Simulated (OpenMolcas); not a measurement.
## How methods differ on AlSiH4Cl (SMILES [SiH3][AlH][Cl])

AlSiH4Cl: 7 atoms, total charge 0, spin state singlet. As SMILES, `[SiH3][AlH][Cl]`. The coordinates come from a PBE0-D4/def2-TZVP relaxation.

```xyz
7

Si   -0.8612    0.5825   -0.3112
Al    1.0948   -0.6124    0.5431
Cl    1.7834   -2.2231   -0.6229
H    -2.0127   -0.3518   -0.4553
H    -0.5676    1.1547   -1.6551
H    -1.2766    1.6961    0.5863
H     1.9011   -0.3140    1.8695
```

Each level gives the energy change with the Si1–H6 bond stretched from 1.489 to 3.277 Å (eV). The values are calculated.

```
                          level                 kind     program  value (eV)  CPU time (all runs)
    HF/aug-cc-pVDZ (restricted)         Hartree–Fock  OpenMolcas        5.03                 49 s
   PBE/aug-cc-pVDZ (restricted)                  GGA  OpenMolcas        3.90              2.4 min
revPBE/aug-cc-pVDZ (restricted)                  GGA  OpenMolcas        3.86              2.3 min
  TPSS/aug-cc-pVDZ (restricted)             meta-GGA  OpenMolcas        4.14              3.5 min
r2SCAN/aug-cc-pVDZ (restricted)             meta-GGA  OpenMolcas        4.17                3 min
 BHLYP/aug-cc-pVDZ (restricted)        global hybrid  OpenMolcas        4.66              2.2 min
B2PLYP/aug-cc-pVDZ (restricted)        double hybrid  OpenMolcas        4.25                2 min
   MP2/aug-cc-pVDZ (restricted)  perturbation theory  OpenMolcas        4.48                 44 s
```

The first shape isn't each level's own minimum. The values span 3.86 to 5.03 eV. Times are those of the runs behind each value, whatever else they computed, on shared processors of several kinds: orders of magnitude only.

Stretching the Si–H bond costs most in Hartree–Fock, at 5.03 eV, and least in the two GGAs, with revPBE at 3.86 eV. The meta-GGAs lie slightly above the GGAs, and BHLYP lies between them and Hartree–Fock. As the bond lengthens, its σ and σ* orbitals approach degeneracy, and the singlet needs both configurations to describe two electrons separating onto silicon and hydrogen. A single closed-shell determinant instead retains too much ionic character, which raises the Hartree–Fock energy at the stretched geometry. The spread therefore probably reflects mainly how each method compensates for this missing static correlation, with semilocal exchange mimicking part of it and exact exchange removing that help. MP2 lowers the Hartree–Fock cost to 4.48 eV, but a second-order correction becomes less trustworthy as the orbital gap closes. The values describe a constrained closed-shell stretch rather than a Si–H dissociation energy into radicals, and without a multireference benchmark the agreement between B2PLYP and the meta-GGAs is no evidence of accuracy.
